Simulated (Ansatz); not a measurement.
**C: opening a crack plane**

C, P6_3/mmc, a = 2.510 Å, c = 8.280 Å. Ansatz: r2SCAN, PAW, 500 eV, Γ-centred 10×10×2 mesh on 16 atoms, Gaussian smearing 0.05 eV; no spin polarisation. One cut on (001) per cell of 16 atoms is opened rigidly by x, between planes of C and C that stand 1.57 Å apart; y is the energy per area (5.455 Å², 1 eV/Å² = 16.02 J/m²).

| x (Å) | y (J/m²) |
| --- | --- |
| 0.00 | 0.000 |
| 0.25 | 1.465 |
| 0.50 | 4.085 |
| 0.75 | 6.687 |
| 1.00 | ? |
| 1.50 | 12.216 |
| 2.00 | 14.139 |
| 3.00 | 15.607 |
| 6.00 | 15.781 |

**Question.** Fit the universal binding curve y = W[1 − (1 + x/l) e^(−x/l)] to the other rows, give the peak stress, and predict the missing value.

**Answer.** Least squares gives W = 15.8 J/m² and l = 0.520 Å. The stress dy/dx peaks at x = l with W/(e l) = 111.8 GPa, for rigid faces. At x = 1.00: x/l = 1.923, y = 9.050 J/m². The run gave 8.939 J/m², so the fit is 0.111 J/m² too high, within twice the rms miss on the fitted rows (0.107 J/m²).

Cost: 11 runs of about 4 core-minutes in all, on Oxide Virtual Turin-like Processor (Zen 5) (shared hosts).

The large separation energy and the short decay length are those of a covalent solid. The cell and the 1.57 Å spacing fit a tetrahedral, diamond-like polytype, not graphite, which has the same space group but weakly bound layers. The cut therefore severs one sp³ σ bond per surface cell. Its strength sets the plateau, while the rapid loss of directional orbital overlap explains why little energy is left to gain beyond 3.00 Å.

The universal curve captures this well, but its misses are not random: it runs below the computed energies at small openings and above them at 1.00 and 1.50 Å. The error in the prediction thus probably reflects the limits of a two-parameter form more than numerical noise.

Each separated face carries half-filled dangling bonds, whose energy spin polarisation could lower, so W probably lies somewhat high even for unrelaxed faces. Nor is it twice the energy of a real, equilibrated surface, where rebonding, such as the π-bonded chains known on diamond (111), would recover part of the cost.
